\textbf{Student.} You gave us five cross sections for the $3\sigma_g\to k\sigma_u$ shape resonance of N$_2$ and asked for the kernel. Where do I start?

\begin{center}
\begin{tabular}{lccc}
$\omega$ (eV) & 26 & 30 & 34\\ \hline
$\sigma$, kernel on (Mb) & 2.56 & 5.53 & 2.93\\
$\sigma_0$, kernel off (Mb) & 5.19 & 3.67 & --
\end{tabular}
\end{center}

\textbf{Lecturer.} They are made for the exercise. They imitate a fixed-nuclei calculation in which only the $3\sigma_g$ electrons respond along the axis $z$, and they include the factor $1/3$ of the orientation average. Start in atomic units, without that factor. A perturbation $z$ of unit strength induces $\delta n=\chi_0 v_{\rm scf}$ with $v_{\rm scf}=z+f_{\rm Hxc}\,\delta n$, and $\alpha=-\langle z|\delta n\rangle$. Eliminate $z$:
\begin{equation}
\alpha=-\langle v_{\rm scf}|\chi_0|v_{\rm scf}\rangle+\langle\delta n|f_{\rm Hxc}|\delta n\rangle .
\end{equation}
For a real symmetric kernel the last term is real. $\mathrm{Re}\,\chi_0$ is real and symmetric as well, so only the delta functions in $\mathrm{Im}\,\chi_0$ survive. In the continuum,
\begin{equation}
\sigma=\frac{4\pi\omega}{c}\,\mathrm{Im}\,\alpha=\frac{4\pi^2\omega}{c}\sum_i|\langle\psi_E|v_{\rm scf}(\omega)|\phi_i\rangle|^2,\qquad E=\varepsilon_i+\omega,
\label{eq:zs}
\end{equation}
the form used by Zangwill and Soven (1980). The sum covers occupied spin orbitals and all degenerate, energy-normalised Kohn--Sham continuum states.

\textbf{Student.} If screening rescales the matrix elements, it changes the area.

\textbf{Lecturer.} It does not. With a local Kohn--Sham potential $\alpha_0\to-N/\omega^2$ at high frequency, and an adiabatic kernel enters only at order $\omega^{-4}$. Kramers--Kronig then gives $(2/\pi)\int\omega\,\mathrm{Im}\,\alpha\,d\omega=N$, so
\begin{equation}
\int_0^\infty\sigma\,d\omega=\frac{2\pi^2N}{c},
\end{equation}
discrete lines included. That is 109.76 Mb\,eV per electron and 1537 Mb\,eV for $N=14$.

\textbf{Student.} Five numbers cannot fix a function of two points in space.

\textbf{Lecturer.} No, so we reduce it. Take one damped resonance for the bare channel and a separable kernel $f_{\rm Hxc}=\kappa zz'$. Then $v_{\rm scf}=z(1-\kappa\alpha)$ and $\alpha=\alpha_0(1-\kappa\alpha)$, which give $v_{\rm scf}=z/(1+\kappa\alpha_0)$ and
\begin{equation}
\alpha_0=\frac{f}{\omega_0^2-\omega^2-i\gamma\omega},\qquad
\alpha=\frac{f}{\Omega^2-\omega^2-i\gamma\omega},\qquad \Omega^2=\omega_0^2+\kappa f .
\end{equation}
The averaged cross section, now in eV and Mb, is
\begin{equation}
\sigma=\frac{Kf\gamma\,\omega^2}{(\Omega^2-\omega^2)^2+\gamma^2\omega^2},\qquad K=\frac{4\pi}{3c}=23.29\ \text{Mb\,eV},
\end{equation}
and $\sigma_0$ has $\omega_0$ in place of $\Omega$. Both curves have the area $2\pi^2f/3c$, as the high-frequency argument demands, so one $f$ serves both rows.

\textbf{Student.} Four unknowns. Nonlinear least squares?

\textbf{Lecturer.} Not needed. With $x=\omega^2$ and $A=Kf\gamma$, the quantity $y=x/\sigma$ is a parabola:
\begin{equation}
y=\frac{x^2+Bx+\Omega^4}{A},\qquad B=\gamma^2-2\Omega^2 .
\end{equation}

\textbf{Student.} The first row gives $y=264.06$, $162.75$ and $394.54$ eV$^2$/Mb. Three points fix one parabola: $A=353.5$ Mb\,eV$^2$, $B=-1735.9$ eV$^2$, $\Omega^2=899.9$ eV$^2$. Then $\gamma^2=B+2\Omega^2=63.9$ eV$^2$. So $\Omega=30.0$ eV, $\gamma=8.0$ eV and $f=A/K\gamma=1.90$. A few more kernel-on points, and I get $\kappa$ without the second row.

\textbf{Lecturer.} You never would. The kernel-on curve contains $\omega_0$ and $\kappa$ only through $\omega_0^2+\kappa f$. A resonance at 30 eV with no kernel looks the same as a lower one pushed up. An experiment, which cannot switch the kernel off, meets the same degeneracy in this model. The ratio of the rows breaks it, since by Eq.~(\ref{eq:zs}) $\sigma/\sigma_0=|v_{\rm scf}/z|^2$. This is 0.49 at 26 eV and 1.51 at 30 eV.

\textbf{Student.} Then $\sigma_0$ at 30 eV, where $x=900$ eV$^2$, settles it:
\begin{equation}
\omega_0^2=x\pm\sqrt{x\,(A/\sigma_0-\gamma^2)}=(900\pm171)\ \text{eV}^2 .
\end{equation}
Two roots, $\omega_0=27.0$ or $32.7$ eV. A single $\sigma_0$ cannot tell on which flank it sits.

\textbf{Lecturer.} Nor can it give the sign of the kernel, since $\kappa f=\Omega^2-\omega_0^2$ comes out as $+171$ or $-171$ eV$^2$. Use the fifth number.

\textbf{Student.} At 26 eV the roots predict 5.19 and 1.20 Mb, and the table says 5.19. The lower root holds. With $E_h^2=740.5$ eV$^2$,
\begin{equation}
\kappa=\frac{\Omega^2-\omega_0^2}{fE_h^2}\,a_0^{-3}=0.121\,a_0^{-3},
\end{equation}
a repulsive kernel. But $\gamma^2$ was a small difference of large numbers. I doubt the digits.

\textbf{Lecturer.} The two large numbers move together, so differentiate the whole chain. Let $p_\omega=\delta\ln\sigma(\omega)$ and $q=\delta\ln\sigma_0(30)$. To first order
\begin{equation}
\delta\ln\kappa=-0.65\,p_{26}+0.39\,p_{30}+0.74\,p_{34}-1.49\,q .
\end{equation}
Rounding is at most 0.2\,\% of any entry and matters little. Suppose independent uncertainties of 2\,\%, say from the continuum basis. In quadrature $\kappa$ is uncertain by 3.7\,\%, so $\kappa=(0.121\pm0.004)\,a_0^{-3}$. The same procedure gives $\pm0.06$ eV for $\Omega$, $\pm0.11$ eV for $\omega_0$, $\pm0.2$ eV for $\gamma$ and $\pm0.03$ for $f$. Up to rounding the coefficients add to $-1$. A common scale error leaves $\Omega$, $\omega_0$ and $\gamma$ alone, goes into $f$ one to one and into $\kappa$ inversely. Sample $\sigma_0$ on a flank: near $\omega_0$ the square root goes to zero and the linear sensitivity diverges.

\textbf{Student.} Your resonance has no threshold. It absorbs where N$_2$ cannot ionise.

\textbf{Lecturer.} True. Below a threshold of approximately 15.6 eV the kernel-on curve holds 1.1\,\% of its area, so the defect is small, though the model also has no discrete lines there.

\textbf{Student.} So this is the kernel of nitrogen?

\textbf{Lecturer.} It is the model's $\kappa$. I chose the data to resemble the typical resonance, near 30 eV and several eV wide. The whole $3\sigma_g$ partial cross section typically peaks around 10 Mb, because the $k\pi_u$ channel adds to our share. The serious omission is the other orbitals. They turn the denominator of $v_{\rm scf}$ into $1+\kappa(\alpha_0+\alpha_b)$. Take roughly 10 Mb as typical of their absorption at 30 eV and treat it as isotropic. Then $\mathrm{Im}\,\alpha_b=c\sigma_b/4\pi\omega\approx3.5\,a_0^3$ and $\kappa\,\mathrm{Im}\,\alpha_b\approx0.4$, against $\kappa|\alpha_0|\approx0.6$. With all channels coupled, the height and width of the $3\sigma_g$ peak change, strength moves between channels, and only the total area stays fixed. Applied to such data, our inversion would return an effective $\kappa$ that could be off by tens of per cent.